Q: Here are the 4s levels of the 45-electron series from Rh to I8+, from spin-polarised scalar-relativistic Hartree-Fock. How large are the effects I should be looking for?

The 45-electron series from Rh to I8+, computed with B-spline radial atomic code 1: spin-polarised all-electron Hartree-Fock, scalar X2C Hamiltonian, Fermi nucleus, spherical atoms at the basis-set limit. Energies are orbital eigenvalues for the average of configuration; mean radii have no picture-change correction. (nl)a+b means a electrons of spin up and b of spin down.

```
species   Z  charge (e)         configuration  nuclear rms radius (fm)  energy (4s up) (hartree)  energy (4s down) (hartree)  mean radius (4s up) (bohr)  mean radius (4s down) (bohr)  ε(4s down) − ε(4s up) (hartree)
     Rh  45           0  [Kr] (4d)5+3 (5s)1+0                   4.4945                   -3.7783                     -3.6524                     0.99050                       0.98707                           0.1260
    Pd+  46           1          [Kr] (4d)5+4                   4.5318                   -4.3123                     -4.2457                     0.95537                       0.95340                           0.0667
   Ag2+  47           2          [Kr] (4d)5+4                   4.5454                   -5.1412                     -5.0673                     0.91813                       0.91659                           0.0739
   Cd3+  48           3          [Kr] (4d)5+4                   4.6087                   -6.0729                     -5.9920                     0.88273                       0.88155                           0.0809
   In4+  49           4          [Kr] (4d)5+4                   4.6156                   -7.0959                     -7.0084                     0.84937                       0.84848                           0.0875
   Sn5+  50           5          [Kr] (4d)5+4                   4.6519                   -8.2038                     -8.1100                     0.81805                       0.81739                           0.0938
   Sb6+  51           6          [Kr] (4d)5+4                   4.6802                   -9.3926                     -9.2928                     0.78870                       0.78823                           0.0997
   Te7+  52           7          [Kr] (4d)5+4                   4.7423                   -10.660                     -10.554                     0.76121                       0.76087                           0.1055
    I8+  53           8          [Kr] (4d)5+4                   4.7500                   -12.004                     -11.893                     0.73542                       0.73520                           0.1110
```

A: The 4s electron is bound by 4 to 12 hartree. The last column, ε(4s down) − ε(4s up), is the difference of the two 4s eigenvalues ε, and I'll call it the gap. It is of order 0.1 hartree, a few eV, which is about 1 to 3 % of the binding. The mean radii of the two spins differ by a few thousandths of a bohr at most.

Q: The gap rises from Pd+ to I8+ but falls from Rh to Pd+. Is Rh the only irregular row?

A: Yes, and the configuration column says why it is a different case. The symbol (nl)a+b counts a electrons of spin up and b of spin down, so Pd+ to I8+ are all 4d9 with one unpaired 4d electron. Rh is 4d8 5s1, with two unpaired 4d electrons and an unpaired 5s electron. The first step of the table therefore changes the occupation as well as the nuclear charge Z, while all later steps change only the nucleus.

Q: How do I size the break without fitting a curve?

A: Continue each quantity y from the three rows below it, which amounts to passing a parabola in Z through them. Nothing is fitted, and the row under test takes no part in its own prediction.

y(Z) ≈ 3 y(Z+1) − 3 y(Z+2) + y(Z+3)

gap at Z = 45: 3 × 0.0667 − 3 × 0.0739 + 0.0809 = 0.0593 hartree

This value stands for a hypothetical neutral atom in 4d9, and it is an extrapolation. Rh has 0.1260 hartree, which is 2.12 times as much, and a cubic through four rows gives the same ratio. The rule can also be applied to Pd+ through Sn5+, where it misses the gap by 0.0003 hartree at most, inside the 0.0004 hartree that rounding of the table allows. The row-by-row comparison is in the output printed after this exchange.

Q: A factor near two and two unpaired 4d electrons. What is the argument that links them?

A: Lithium, 1s2 2s1, is the simplest case of the same thing. Its 1s electron of spin up exchanges with the 2s electron and is stabilised, its 1s electron of spin down has no such partner, and the two 1s eigenvalues split by about one exchange integral. The analogy holds for the sign and the counting of the energy splitting. It doesn't carry over to radii or to size, because lithium has one s–s integral, whereas here the partner is a d shell of the same principal quantum number, averaged over its orbitals.

If the two spins had 4s orbitals of the same shape, and the closed shells did too, the kinetic, nuclear and Coulomb parts of ε would be equal for both, and so would exchange with the closed shells. Only exchange with the open shell would differ. The real orbitals differ a little, and a single part can then differ by more than the gap: in Pd+ the mean inverse radii make the nuclear part about 0.17 hartree lower for 4s down. Such changes largely cancel in the sum, because each orbital is a stationary solution of its own equation. Averaged over directions, one d electron lowers an s level of the same spin by G2/5, where G2 is the radial exchange integral of multipole order two and 1/5 is the squared angular coupling coefficient. With n↑ and n↓ the 4d occupations:

gap ≈ (n↑ − n↓) × G2(4s,4d) / 5

Two unpaired 4d electrons should thus give twice the gap of one at the same Z, and Rh lies 6 % above twice the continued value.

Q: Can the size of the exchange term be checked, and not only the count?

A: Five times the gap per unpaired electron runs from about 9 to 15 eV, but that is merely the G2 which the rule implies. The same calculation gives the 4p–4d exchange integrals of Pd+, so the rule can be worked for the 4p shell of that ion. For p–d exchange the orders one and three contribute, with coefficients 2/15 and 3/35, and the spin-up integrals give:

K = (2/15) × 12.05 eV + (3/35) × 7.33 eV = 2.235 eV

K = 2.235 / 27.21 = 0.0821 hartree

The computed 4p splitting of Pd+ is 0.0858 hartree, so the estimate is 4 % below it. Taking five spin-up terms minus four spin-down terms, each with its own integrals, overshoots it by 1 %. Exchange is built into the Hartree-Fock operator, so this agreement shows only that the remaining spin differences are small in sum. It shows that for one shell of one ion.

Q: And the 6 % left over in Rh?

A: It amounts to about 0.007 hartree, well above rounding, though it rests on an extrapolation towards a neutral atom, where curvature may be stronger than in the ions. Two effects would add in that direction. The 5s electron has spin up and exchanges with 4s up, and a 4d shell of eight electrons is less screened, so more compact and closer to the 4s. That these account for the excess is my guess, and the numbers don't separate them.

Q: Does the change of configuration show in the 4s level itself?

A: It does. The mean of the two 4s energies in Rh lies 0.15 to 0.16 hartree, about 4 eV, below the continuation, depending on whether four or three rows are used. This is ordinary screening: an electron moved from 4d, which overlaps the 4s, out to 5s repels the 4s electrons less. The Coulomb integrals of Rh support the sign, since a 4d electron is repelled 7.3 eV less by a 5s than by another 4d electron. That figure is for another shell and without relaxation, so it fixes only sign and order.

The mean 4s radius agrees, being about 0.4 % smaller in Rh than the continued radius. For these two quantities most of the 4d9 rows tested are not reproduced to rounding. Pd+ misses in energy by 0.011 hartree, and the miss shrinks row by row down to Sn5+, where it is within rounding. The radius misses by 0.0002 bohr at most, with a change of sign along the series. Such smooth misses are curvature that a parabola can't hold, and they are more than ten times smaller than the breaks at Rh.

Q: Why are the ions so smooth, and why does their gap grow?

A: With the occupations fixed, Z enters the equations as a continuous parameter, and orbitals and integrals follow it without jumps. The nuclear radius does step unevenly, but the gaps tested show no trace of it beyond rounding. The one clear break comes with the one change of occupation. If all orbitals shrank in proportion, G2 would scale as an inverse length and gap × mean 4s radius would be constant. That product rises by 28 % from Pd+ to I8+, so the ion changes shape as well as size.

The outer 4d shell shrinks faster than the 4s as protons are added. The ratio of the 4d to the 4s mean radius falls from 1.50 in Pd+ to 1.19 in I8+, and better overlap means larger exchange. In Pd+, In4+, Te7+ and I8+ the product of the gap and the 4d radius changes by only 2 %. That constancy is an observation on four ions which I haven't derived.

Q: Does the counting rule work for the difference of the two radii as well?

A: No, there it fails. In every row 4s up is both deeper and larger, which is core polarisation: in the usual picture, exchange draws it towards the like-spin 4d charge lying further out. The difference shrinks from 0.0020 bohr in Pd+ to 0.0002 bohr in I8+ as the 4d closes in, even while the gap grows. So the strength of exchange alone doesn't set it, and the position of the 4d relative to the 4s is the likely other factor. The picture is a rough one, though: for the 4p shell the difference changes sign between In4+ and Sn5+, while the 4d still has the larger mean radius. Rh shows 1.39 times the continued difference instead of twice, and a more compact 4d8 shell is a plausible but untested reason.

Q: Could I compare these gaps with a measured 4s splitting?

A: Not directly. They are differences of eigenvalues, with no relaxation around the 4s hole and no correlation, and both alter the splitting of real ionised states. The configuration average and the absence of spin-orbit coupling also mean that a row is not one level: the two fine-structure levels of 4d9 are merged, and Rh averages over the two quartet terms, F and P, of 4d8 5s1.

Numerical output:

```
ion, gap per unpaired 4d (Eh), implied G2 = 5x that (eV), mean 4s energy (Eh), mean r (bohr), r up-down (bohr)
Rh    0.0630   8.57   -3.715 0.98879 +0.00343
Pd+   0.0667   9.07   -4.279 0.95439 +0.00197
Ag2+  0.0739  10.05   -5.104 0.91736 +0.00154
Cd3+  0.0809  11.01   -6.032 0.88214 +0.00118
In4+  0.0875  11.90   -7.052 0.84892 +0.00089
Sn5+  0.0938  12.76   -8.157 0.81772 +0.00066
Sb6+  0.0997  13.56   -9.343 0.78846 +0.00047
Te7+  0.1055  14.35  -10.607 0.76104 +0.00034
I8+   0.1110  15.10  -11.948 0.73531 +0.00022
steps of gap (Eh): -0.0593 +0.0072 +0.0070 +0.0066 +0.0063 +0.0059 +0.0058 +0.0055
steps of mean energy (Eh): -0.564 -0.825 -0.928 -1.020 -1.105 -1.186 -1.264 -1.341
steps of mean radius (bohr): -0.0344 -0.0370 -0.0352 -0.0332 -0.0312 -0.0293 -0.0274 -0.0257
steps of nuclear rms radius (fm): +0.037 +0.014 +0.063 +0.007 +0.036 +0.028 +0.062 +0.008
value minus continuation from next three rows: gap, mean energy (rounding bound), mean r, r up-down
Rh    +0.0667 Eh -0.1587 (0.0004) Eh -0.00443 +0.00096 bohr
Pd+   +0.0002 Eh -0.0114 (0.0004) Eh -0.00020 +0.00000 bohr
Ag2+  -0.0001 Eh -0.0065 (0.0004) Eh -0.00001 +0.00001 bohr
Cd3+  +0.0001 Eh -0.0040 (0.0004) Eh +0.00006 +0.00002 bohr
In4+  -0.0003 Eh -0.0026 (0.0009) Eh +0.00012 -0.00002 bohr
Sn5+  +0.0002 Eh -0.0013 (0.0022) Eh +0.00014 +0.00005 bohr
rounding bounds: gap 0.0004 Eh, mean r 0.00004 bohr, r up-down 0.00008 bohr
Z=45 from three rows: gap 0.0593 Eh, Rh ratio 2.12, Rh minus twice +0.0074 Eh (+6 %)
  energy -3.557, Rh off by -0.159 Eh = -4.3 eV; Pd+ control -0.0114 Eh
  mean r 0.9932 bohr, Rh -0.45 %; r up-down 0.00247, Rh ratio 1.39
Z=45 from four rows: gap 0.0595 Eh, Rh ratio 2.12, Rh minus twice +0.0070 Eh (+6 %)
  energy -3.568, Rh off by -0.147 Eh = -4.0 eV; Pd+ control -0.0050 Eh
  mean r 0.9930 bohr, Rh -0.43 %; r up-down 0.00247, Rh ratio 1.39
rounding bound on gap, four-row rule: 0.0008 Eh
gap Rh/Pd+ 1.89; I8+/Pd+ 1.66; gap in eV Rh 3.43, Pd+ 1.81, I8+ 3.02
ion, r4d/r4s (up), gap*r4s, gap*r4d (Eh bohr), 4p splitting (Eh), 4p r up-down (bohr)
Pd+   1.50 0.0637 0.0955 0.0858 +0.00157
In4+  1.30 0.0743 0.0965 0.1086 +0.00013
Te7+  1.21 0.0803 0.0971 0.1286 -0.00036
I8+   1.19 0.0816 0.0971 0.1347 -0.00043
Pd+ to I8+: 1/r4s x1.30, 1/r4d x1.64, gap*r4s +28 %, gap*r4d +2 %
Pd+ 4p exchange estimate: one 4d up 0.0821 Eh (-4 %), 5 up - 4 down 0.0870 Eh (+1 %), computed 0.0858
Rh F0(4d,4d) - F0(4d,5s), spin up: 7.3 eV = 0.27 Eh (for 4d, unrelaxed)
```
